## Area over speed, area times speed

A Fermi sheet of area S and mean speed v holds a density of states N that goes as S/v, but it carries a current that goes as S·v. The first rule holds because a small step in energy sweeps out a thinner layer of states where the band is steep. The second follows because an electric field draws a current in proportion to N·v², if all carriers scatter after the same time. Slowness therefore adds states and takes away current.

Two limits show what to expect. If the sheets had equal areas, the slowest would have the most states and carry the least current. If they had equal speeds, states and current would both follow the area.

CoSi₂ in the given, unrelaxed cell, computed with Ansatz 0.2.0: scalar-relativistic PBEsol, collinear spins, plane waves and PAW, cutoff 420 eV, 12×12×12 k mesh, Gaussian smearing of 0.05 eV. Sheet data come from a 34×34×34 k mesh at the converged density. Sheet bottom and top are measured from the Fermi level, and the filled share is a fraction of the Brillouin zone.

```
row  sheet dos (states/eV/cell)  sheet spin  sheet band  sheet filled share  sheet mean speed (1e5 m/s)  sheet bottom (eV)  sheet top (eV)
  1                       0.049          up          11               0.954                      10.920             -1.957           1.083
  2                       0.149          up          12               0.874                       7.839             -1.920           3.422
  3                       0.322          up          13               0.672                       6.573             -1.390           3.422
  4                       0.049        down          11               0.954                      10.920             -1.957           1.083
  5                       0.149        down          12               0.874                       7.839             -1.920           3.422
  6                       0.322        down          13               0.672                       6.573             -1.390           3.422
```

CoSi₂ lies nearer the second limit. From band 11 to band 13 the area grows 3.9-fold, while the speed falls by a factor of only 1.7. The density of states (sheet dos) gains from both changes and rises 6.6-fold. The current gains from one and loses from the other, and rises 2.4-fold.

## Why the areas differ

The calculation treats 25 electrons per cell and ends without a magnetic moment, so each spin has 12.5. Ten bands are full, and the remaining 2.5 electrons share bands 11, 12 and 13. Half a state per spin stays empty. Rows 4–6 are the other spin and repeat rows 1–3.

All three bands lie above the Fermi level at the zone centre Γ and below it at the zone-boundary points X and L. The empty states thus form hole regions around Γ. Bands are numbered by energy, so wherever band 11 is empty, bands 12 and 13 are empty too. The regions sit inside one another, and band 13 has the largest region and the largest surface.

## The estimate, worked

With N from the sheet dos and v from the sheet mean speed, the weights N·v² for one spin are:

- band 11: 0.049 × 10.92² = 5.8
- band 12: 0.149 × 7.839² = 9.2
- band 13: 0.322 × 6.573² = 13.9

Band 13 therefore carries 13.9/28.9, or 48 % of the current, although it holds 62 % of the states at the Fermi level. Band 11 holds 9 % of these states and carries 20 % of the current.

The same weights, summed over both spins, fix the plasma frequency of the conduction electrons. The sum gives 6.27 eV, and the calculation itself reports 6.28 eV. Both figures come from the same bands, so this checks only that one mean speed for each sheet is good enough. It tests neither the equal scattering times nor the agreement with a real sample.

## Why the large sheets are slow

Bands 12 and 13 start from the same level at Γ, 3.422 eV above the Fermi level. In most directions band 13 reaches the Fermi level farther out, so it makes the same descent over a longer distance and is less steep on average. That fits its lower speed, though the speed itself depends on the slope right at the Fermi level.

The position of the cut matters too. A simple band that crosses no other is flat at its top and at its bottom, and steepest somewhere between. Close to the top, a growing hole region reaches steeper parts of the band, and its carriers become faster. Close to the bottom, a growing region runs into the flat part, and they become slower.

The Fermi level cuts band 11 about a third of the way down from its top, but bands 12 and 13 about two thirds of the way down. Bands 12 and 13 touch at Γ, so the rule is only a guide for them, but it suggests slowing in both. Moving the cut from 0.25 eV above the Fermi level to 0.25 eV below it, with the bands held fixed, enlarges all three hole regions. Band 13 slows by 26 % and band 12 by 17 %, while band 11 changes by only 2 %.

Band 11 is the irregular case: it is the narrowest band and yet the fastest. Its top also lies away from Γ. If it kept its slope at the Fermi level all the way in to Γ, it would rise well above its actual top of 1.083 eV, so it must flatten on the way. Its total width is therefore a poor guide to its speed. The likely cause is that the number 11 passes from one branch near Γ to another, steeper one farther out, but the table does not show that change of branch.

## What follows for a contact layer

The same shift of the cut shows why a density of states alone misleads. It raises the total density of states by 78 %, but the total current weight by only 14 %, because the carriers of bands 12 and 13 slow down as their number grows. A doped crystal would also change its bands and its scattering, so these figures are a guide to the direction only.

CoSi₂ serves as a contact to silicon, often as a thin layer. With equal scattering times, the free path is proportional to speed, and carriers of band 11 travel 1.7 times as far as those of band 13. Rough surfaces should therefore take a larger share of the current in band 11 than in the slower sheets, though all three lose some as the layer gets thinner.

The cell is under tension at these settings, which may shift the bands and alter the sheet sizes. Spin-orbit coupling is left out and could separate sheets where they touch. The printed output after this text lists the shares of each sheet and the ratios between sheets.

Output of the analysis:

```
Sheets at the Fermi level (shares within one spin):
  row  empty share of zone  area 1/A^2  share of dos %  share of current %  band width eV
    1                0.046       2.284           9.423               20.21           3.04
    2                0.126       4.975           28.65               31.67          5.342
    3                0.328           9           61.92               48.12          4.812
    4                0.046       2.284           9.423               20.21           3.04
    5                0.126       4.975           28.65               31.67          5.342
    6                0.328           9           61.92               48.12          4.812
Same bands cut 0.25 eV lower and higher:
  row  speed lower 1e5 m/s  speed higher 1e5 m/s  speed change from higher to lower cut %
    1                10.67                 10.92                                   -2.263
    2                7.053                 8.535                                   -17.36
    3                 5.52                 7.438                                   -25.79
    4                10.67                 10.92                                   -2.263
    5                7.053                 8.535                                   -17.36
    6                 5.52                 7.438                                   -25.79
Holes per cell in both spins: 1
Empty share of band 13 over band 11: 7.13
Density of states of band 13 over band 11: 6.571
Sheet area of band 13 over band 11: 3.94
Sheet area of band 12 over band 11: 2.178
Mean speed of band 11 over band 13: 1.661
Mean speed of band 11 over band 12: 1.393
Current weight of band 13 over band 11: 2.381
Plasma frequency summed from the sheets in eV: 6.273
Plasma frequency given by the same run in eV: 6.28
Change of total dos from higher to lower cut in %: 78.2
Change of total current weight from higher to lower cut in %: 14.14
```
